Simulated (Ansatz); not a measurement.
**How basis sets differ on AlH3S (SMILES [AlH2][SH])**

AlH3S: 5 atoms, total charge 0, spin state singlet. SMILES: `[AlH2][SH]`. The shape is that of a PBE0-D4/def2-TZVP optimisation.

Quantity: the HOMO–LUMO gap, in eV. The values are calculated.

| level | kind | program | value (eV) |
| --- | --- | --- | --- |
| PBE-QIDH/def2-SV(P) | double hybrid | Ansatz | 9.77 |
| PBE-QIDH/def2-SVP | double hybrid | Ansatz | 9.76 |
| PBE-QIDH/def2-TZVP | double hybrid | Ansatz | 9.74 |
| PBE-QIDH/def2-TZVPP | double hybrid | Ansatz | 9.74 |
| PBE-QIDH/def2-QZVP | double hybrid | Ansatz | 9.65 |

The values span 9.65 to 9.77 eV. Orbital gaps aren't excitation energies, and those of double hybrids come from the SCF part alone.

The gap depends only weakly on the basis, drifting down from 9.77 eV with def2-SV(P) to 9.65 eV with def2-QZVP. This suggests frontier orbitals of mainly valence character: a sulfur 3p lone pair as the HOMO and the formally empty 3p orbital of three-coordinate aluminium as the LUMO, with some π donation from sulfur to aluminium mixing the two. Even a split-valence set describes such orbitals reasonably well, and extra polarisation functions change little.

The largest step comes at the end, on going to def2-QZVP, so the identical def2-TZVP and def2-TZVPP values are a plateau between related sets and not proof of a converged gap. The late drop probably comes from the LUMO, since the outer part of an empty orbital gains more from added radial flexibility than a compact occupied one. Without the separate orbital energies, however, the lowering can't be assigned firmly to either level.
